**Core-level shifts of Rh to Rh⁵⁺ and the charged-shell model**

The table holds eigenvalue shifts of $2p_{1/2}$ and $4s_{1/2}$, the sum of $\langle 1/r\rangle$ over all electrons and ΔSCF ionisation energies for Rh to Rh⁵⁺, from configuration-averaged Dirac-Coulomb Hartree-Fock at the basis limit. The program tests whether the $2p_{1/2}$ shift equals the change of $\Sigma\langle 1/r\rangle$ times one hartree, with no fitted parameter, and compares this with a constant shift per charge and with a frozen 4d shell. The parameter-free model reproduces every step within 3% of the step, the constant shift misses single rows by about 6 eV, and the frozen shell overshoots until contraction of the remaining 4d, 4s and 4p electrons is added. From Rh⁺ to Rh⁵⁺ the levels with $n\le 3$ move together within 0.97 eV, while the $n=4$ levels lag. The output also sets the ionisation energies against Koopmans values, Breit and QED corrections and tabulated references.

Neutral Rh and its free ions up to Rh⁵⁺, computed with B-spline radial code 1: Dirac-Coulomb Hartree-Fock at the basis-set limit, averaged over each nl configuration, with a Fermi nucleus. Shifts are differences of orbital eigenvalues, negative when more bound, taken from ε(2p1/2) = −3200 eV and ε(4s1/2) = −101.26 eV in the neutral atom.

## Numerical check

```python
# Table: Rh to Rh5+, Dirac-Coulomb Hartree-Fock (nl average, B-spline radial code, basis limit):
# eigenvalue shifts of 2p1/2 and 4s1/2, sum of <1/r>, next IE (Delta SCF).
# Tested: core shift = change of sum<1/r> x hartree (no parameter); constant shift per charge; frozen 4d shell.
T = {
    'ion': ['Rh', 'Rh+', 'Rh2+', 'Rh3+', 'Rh4+', 'Rh5+'],
    'Z': [45, 45, 45, 45, 45, 45],
    'charge': [0, 1, 2, 3, 4, 5],  # e
    'N': [45, 44, 43, 42, 41, 40],
    'configuration': ['[Kr] 4d8 5s1', '[Kr] 4d8', '[Kr] 4d7', '[Kr] 4d6', '[Kr] 4d5', '[Kr] 4d4'],
    'shift_2p12': [0.0, -7.51, -21.46, -37.53, -55.45, -75.04],  # eV
    'shift_4s12': [0.0, -7.53, -21.06, -36.21, -52.68, -70.27],  # eV
    'sum_inv_r': [257.407, 257.124, 256.619, 256.038, 255.392, 254.686],  # 1/bohr
    'ie': [6.09, 17.4, 30.69, 45.32, 61.11, 77.92],  # eV
}
import numpy as np
from scipy.constants import physical_constants as pc
H = pc['Hartree energy in eV'][0]
ion = T['ion']
q, p, s, S, ie = (np.array(T[k], float) for k in ('charge', 'shift_2p12', 'shift_4s12', 'sum_inv_r', 'ie'))
dp, ds, dm, die = np.diff(p), np.diff(s), np.diff(S)*H, np.diff(ie)
print("Steps in eV; model = change of sum<1/r> x hartree; R = hartree/|2p step|")
for i in range(5):
    print(f"{ion[i]}->{ion[i+1]}: 2p {dp[i]:.2f} 4s {ds[i]:.2f} 2p-4s {dp[i]-ds[i]:+.2f} model {dm[i]:.2f} model-2p {dm[i]-dp[i]:+.2f} ({100*(dm[i]/dp[i]-1):+.1f}%) R {H/-dp[i]:.2f} bohr")
print(f"Rounding limit per step: model {0.001*H:.3f} eV, shifts 0.01 eV")
print("Total model shift, eV:", np.round((S-S[0])[1:]*H, 2), " model-2p:", np.round(((S-S[0])*H-p)[1:], 2))
print(f"First 4d step / 5s step (2p): {dp[1]/dp[0]:.2f}; growth of 4d steps, eV:", np.round(-np.diff(dp[1:]), 2))
print(f"Rh5+: 2p-4s {p[5]-s[5]:.2f} eV, 4s/2p {s[5]/p[5]:.3f}")
# neutral eigenvalues -3200 and -101.26 eV from the caption
print(f"Rh5+ shift / neutral eigenvalue: 2p {100*p[5]/-3200:.1f}%, 4s {100*s[5]/-101.26:.0f}%")
k = (q@p)/(q@q)
print(f"Constant shift per charge: k {k:.2f} eV/e, fit-2p in eV:", np.round((k*q-p)[1:], 1))
# Further outputs of the same runs: orbital energies (hartree) and <1/r> (1/bohr) of Rh+, Rh3+, Rh5+
lab = '1s 2s 2p1/2 2p3/2 3s 3p1/2 3p3/2 3d3/2 3d5/2 4s 4p1/2 4p3/2 4d3/2 4d5/2'.split()
E1 = -np.array([858.7115,127.7096,117.8724,112.5282,24.34197,20.44221,19.49133,12.64392,12.45871,3.997994,2.730247,2.579291,0.7159375,0.6995825])
E5 = -np.array([861.1687,130.1944,120.3541,115.0109,26.79839,22.89837,21.94658,15.09324,14.90825,6.303601,4.970093,4.808298,2.909899,2.889273])
R = {1: np.array([47.05476,10.81441,10.7565,10.16873,3.763593,3.658187,3.519233,3.331913,3.29539,1.377271,1.257416,1.217179,0.8878656,0.874659]),
     3: np.array([47.05458,10.81446,10.75653,10.16878,3.764374,3.659021,3.520097,3.332101,3.295634,1.391995,1.279491,1.240571,0.969133,0.958638]),
     5: np.array([47.05429,10.81478,10.75677,10.16906,3.766524,3.661338,3.522475,3.333816,3.2974,1.415333,1.31082,1.273035,1.042592,1.033264])}
occ = np.array([2,2,2,4,2,2,4,4,6,2,2,4]); nd = {1: 8, 3: 6, 5: 4}
d = {c: 0.4*R[c][12] + 0.6*R[c][13] for c in R}   # statistical 4d3/2 : 4d5/2 weights
reb = {c: occ@R[c][:12] + nd[c]*d[c] for c in R}
print("Sum<1/r> rebuilt from orbitals minus table, 1/bohr:", [round(float(reb[c]-S[c]), 4) for c in R])
print("Mean 4d <1/r>, 1/bohr (Rh+, Rh3+, Rh5+):", [round(float(d[c]), 3) for c in R])
for c in (1, 3):
    print(f"Frozen 4d step from {ion[c]}: {-d[c]*H:.2f} eV, 2p step {dp[c]:.2f}, offset {d[c]*H+dp[c]:.2f}, kept {100*-dp[c]/(d[c]*H):.0f}%")
g = occ*(R[5]-R[1])[:12]*H
print("Split of sum<1/r> change Rh+ -> Rh5+, eV:")
print(f"  frozen loss of four 4d {-4*d[1]*H:.2f}; contraction of remaining 4d {4*(d[5]-d[1])*H:+.2f}")
print(f"  4s4p {g[9:].sum():+.2f}; n=3 {g[4:9].sum():+.2f}; n=1,2 {g[:4].sum():+.2f}; net {(reb[5]-reb[1])*H:.2f}")
sh = (E5-E1)*H
print(f"Level shifts Rh+ -> Rh5+, eV (table: 2p1/2 {p[5]-p[1]:.2f}, 4s {s[5]-s[1]:.2f}, model {(S[5]-S[1])*H:.2f}):")
for a, b in ((0, 4), (4, 9), (9, 14)):
    print("  " + ", ".join(f"{lab[j]} {sh[j]:.2f}" for j in range(a, b)))
print(f"Spread of n<=3 shifts {np.ptp(sh[:9]):.2f} eV; gap change 1s-2p3/2 {sh[3]-sh[0]:+.2f}, 2p3/2-3d5/2 {sh[8]-sh[3]:+.2f} eV")
# Same runs: mean radii (bohr), Slater integrals (eV), Breit shift of 2p1/2 (eV)
print(f"<r>4d5/2 / <r>4s: Rh+ {1.531578/0.9899204:.2f}, Rh3+ {1.367766/0.9792004:.2f}, Rh5+ {1.260353/0.9636978:.2f}; Rh+ <r>2p1/2 0.120 bohr")
f4p = 0.4*18.93979 + 0.6*18.76451
print(f"Rh+ frozen: F0(4p1/2,4d) {f4p:.2f} eV, {d[1]*H-f4p:.2f} below 4d <1/r>; actual 4p1/2 lag on 2p1/2 {(sh[10]-sh[2])/4:.2f} eV per electron (mean of four)")
print(f"Neutral F0(4d5/2,5s) 8.58 eV exceeds the model 5s step by {8.578656+dm[0]:.2f} eV")
print(f"Breit shift of 2p1/2: 8.48 eV in Rh+, change to Rh5+ {8.473403-8.476194:+.3f} eV")
print("IE / |2p step| for the same removal:", np.round(ie[:5]/-dp, 2))
print("Rise of IE between 4d removals, eV:", np.round(die[1:], 2))
print("  its ratio to |4s step|:", np.round(die[1:]/-ds[1:], 3), " to |2p step|:", np.round(die[1:]/-dp[1:], 3))
# Same runs: minus highest eigenvalue, IE with Breit/QED/recoil, tabulated reference IE (eV)
koop = np.array([6.207914,19.03661,32.00279,46.39428,61.98115,78.62111])
cor = np.array([6.074476,17.40747,30.69987,45.33644,61.12253,77.93362])
ref = np.array([7.4589,18.08,31.06,42,63,80])
kind = ['measured','semi-empirical','semi-empirical','theory +-1.7','theory +-1.9','theory +-2']
for i in range(6):
    print(f"{ion[i]} IE eV: Koopmans-IE {koop[i]-ie[i]:+.2f}, Breit/QED {cor[i]-ie[i]:+.2f}, corrected-reference {cor[i]-ref[i]:+.2f} ({kind[i]})")
assert np.all(np.abs(dm/dp-1) < 0.03)
assert np.all(np.diff(-dp) > 0) and np.all(s[2:] > p[2:])
assert all(abs(reb[c]-S[c]) < 0.002 for c in R)
assert d[1]*H > -dp[1] and np.ptp(sh[:9]) < 1.5
```

It prints:

```
Steps in eV; model = change of sum<1/r> x hartree; R = hartree/|2p step|
Rh->Rh+: 2p -7.51 4s -7.53 2p-4s +0.02 model -7.70 model-2p -0.19 (+2.5%) R 3.62 bohr
Rh+->Rh2+: 2p -13.95 4s -13.53 2p-4s -0.42 model -13.74 model-2p +0.21 (-1.5%) R 1.95 bohr
Rh2+->Rh3+: 2p -16.07 4s -15.15 2p-4s -0.92 model -15.81 model-2p +0.26 (-1.6%) R 1.69 bohr
Rh3+->Rh4+: 2p -17.92 4s -16.47 2p-4s -1.45 model -17.58 model-2p +0.34 (-1.9%) R 1.52 bohr
Rh4+->Rh5+: 2p -19.59 4s -17.59 2p-4s -2.00 model -19.21 model-2p +0.38 (-1.9%) R 1.39 bohr
Rounding limit per step: model 0.027 eV, shifts 0.01 eV
Total model shift, eV: [ -7.7  -21.44 -37.25 -54.83 -74.04]  model-2p: [-0.19  0.02  0.28  0.62  1.  ]
First 4d step / 5s step (2p): 1.86; growth of 4d steps, eV: [2.12 1.85 1.67]
Rh5+: 2p-4s -4.77 eV, 4s/2p 0.936
Rh5+ shift / neutral eigenvalue: 2p 2.3%, 4s 69%
Constant shift per charge: k -13.82 eV/e, fit-2p in eV: [-6.3 -6.2 -3.9  0.2  5.9]
Sum<1/r> rebuilt from orbitals minus table, 1/bohr: [0.0004, -0.0001, -0.0004]
Mean 4d <1/r>, 1/bohr (Rh+, Rh3+, Rh5+): [0.88, 0.963, 1.037]
Frozen 4d step from Rh+: -23.94 eV, 2p step -13.95, offset 9.99, kept 58%
Frozen 4d step from Rh3+: -26.20 eV, 2p step -17.92, offset 8.28, kept 68%
Split of sum<1/r> change Rh+ -> Rh5+, eV:
  frozen loss of four 4d -95.78; contraction of remaining 4d +17.09
  4s4p +11.06; n=3 +1.22; n=1,2 +0.05; net -66.36
Level shifts Rh+ -> Rh5+, eV (table: 2p1/2 -67.53, 4s -62.74, model -66.34):
  1s -66.86, 2s -67.61, 2p1/2 -67.53, 2p3/2 -67.56
  3s -66.84, 3p1/2 -66.84, 3p3/2 -66.81, 3d3/2 -66.65, 3d5/2 -66.66
  4s -62.74, 4p1/2 -60.95, 4p3/2 -60.65, 4d3/2 -59.70, 4d5/2 -59.58
Spread of n<=3 shifts 0.97 eV; gap change 1s-2p3/2 -0.69, 2p3/2-3d5/2 +0.90 eV
<r>4d5/2 / <r>4s: Rh+ 1.55, Rh3+ 1.40, Rh5+ 1.31; Rh+ <r>2p1/2 0.120 bohr
Rh+ frozen: F0(4p1/2,4d) 18.83 eV, 5.11 below 4d <1/r>; actual 4p1/2 lag on 2p1/2 1.65 eV per electron (mean of four)
Neutral F0(4d5/2,5s) 8.58 eV exceeds the model 5s step by 0.88 eV
Breit shift of 2p1/2: 8.48 eV in Rh+, change to Rh5+ -0.003 eV
IE / |2p step| for the same removal: [0.81 1.25 1.91 2.53 3.12]
Rise of IE between 4d removals, eV: [13.29 14.63 15.79 16.81]
  its ratio to |4s step|: [0.982 0.966 0.959 0.956]  to |2p step|: [0.953 0.91  0.881 0.858]
Rh IE eV: Koopmans-IE +0.12, Breit/QED -0.02, corrected-reference -1.38 (measured)
Rh+ IE eV: Koopmans-IE +1.64, Breit/QED +0.01, corrected-reference -0.67 (semi-empirical)
Rh2+ IE eV: Koopmans-IE +1.31, Breit/QED +0.01, corrected-reference -0.36 (semi-empirical)
Rh3+ IE eV: Koopmans-IE +1.07, Breit/QED +0.02, corrected-reference +3.34 (theory +-1.7)
Rh4+ IE eV: Koopmans-IE +0.87, Breit/QED +0.01, corrected-reference -1.88 (theory +-1.9)
Rh5+ IE eV: Koopmans-IE +0.70, Breit/QED +0.01, corrected-reference -2.07 (theory +-2)
```
